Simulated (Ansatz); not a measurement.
**YbTl: from λ and ω_log to T_c — Ansatz, plane waves and PAW**

Space group Pm-3m (No. 221), 2 atoms in the cell of the first input below: a = 3.765 Å, b = 3.765 Å, c = 3.765 Å, α = 90.00°, β = 90.00°, γ = 90.00°.

The cell was built from a prototype of a structure type listed for this compound, relaxed without spin–orbit coupling to zero pressure (pressure 0.0 GPa with this functional, without spin–orbit coupling). Functional: PBEsol.

Input:

```yaml
crystal:
  lattice:
    - [3.7649913742, 0.0, 0.0]
    - [0.0, 3.7649913742, 0.0]
    - [0.0, 0.0, 3.7649913742]
  atoms:
    - { symbol: Yb, position: [0.0, 0.0, 0.0] }
    - { symbol: Tl, position: [0.5, 0.5, 0.5] }
basis:
  ecutwfc: 420
  ecutrho_ratio: 4
kpoints:
  mp_grid: { grid: [10, 10, 10] }
hamiltonian:
  xc: pbesol
scf:
  occupations: { method: methfessel_paxton, width: 0.2 }
output: {}
phonons:
  supercell: [2, 2, 2]
  qpath:
    path:
      - [[0.0, 0.0, 0.0], [0.0, 0.5, 0.0], [0.5, 0.5, 0.0], [0.0, 0.0, 0.0], [0.5, 0.5, 0.5], [0.0, 0.5, 0.0]]
      - [[0.5, 0.5, 0.5], [0.5, 0.5, 0.0]]
    npoints: 6
  electrical_resistivity: { mesh: [20, 20, 20], temperatures: [50, 100, 200, 300, 500] }
  superconductivity: { mesh: [20, 20, 20], eliashberg_equations: false }
```

```bash
ansatz run input.yaml --threads 8 --pin off --max-ram 15360MiB --backend cpu --events-out ev --progress --plain --runs-dir out
```

Time: 5.7 min on 8 threads of Arm Neoverse V1 (shared host), peak memory 8.5 GiB.

On the finest mesh λ = 0.2107, ω_log = 6.623 meV, N(E_F) = 0.865 states per eV, spin and cell. λ by mesh: 20×20×20 0.211, 10×10×10 0.215, 5×5×5 0.402.

Question: What T_c does McMillan's formula in the Allen–Dynes form give for μ* = 0.10?

Answer: T_c = (ω_log/1.2) exp[−1.04(1+λ)/(λ − μ*(1+0.62λ))] = (76.86 K/1.2) × exp(−1.2591/0.0976) = a value under 10^-3 K, that is no superconductivity at this level. By mesh, finest first, the same formula gives 0.00, 0.00, 0.33 K.

Caveats: 4f levels without a Hubbard U lie too near the Fermi level; no spin-orbit coupling, which matters for these elements; small supercell, couplings not converged in it.

The calculation places YbTl in the weak-coupling regime, where the phonon-mediated attraction only narrowly exceeds the Coulomb repulsion entering the formula. The small difference between them sits in the denominator of the exponent, so T_c collapses even though λ is not zero. The low ω_log, natural for a lattice of two heavy elements, also keeps the prefactor small, but the exponential is what suppresses pairing.

The same sensitivity explains the 0.33 K on the coarsest mesh. There λ is 0.402, against 0.215 and 0.211 on the finer meshes, so this apparent superconductivity is probably an artefact of poor Fermi-surface sampling. In divalent Yb the 4f shell is filled, which suggests that the conduction states relevant to pairing are mainly Tl 6p and Yb 5d and 6s, although without a Hubbard U the calculation places the 4f levels too near the Fermi level.

The result supports negligible conventional pairing within this model, but the exact size of so small a T_c carries no physical meaning. Without a mode-resolved λ, the weak coupling cannot be assigned to particular Yb or Tl vibrations.
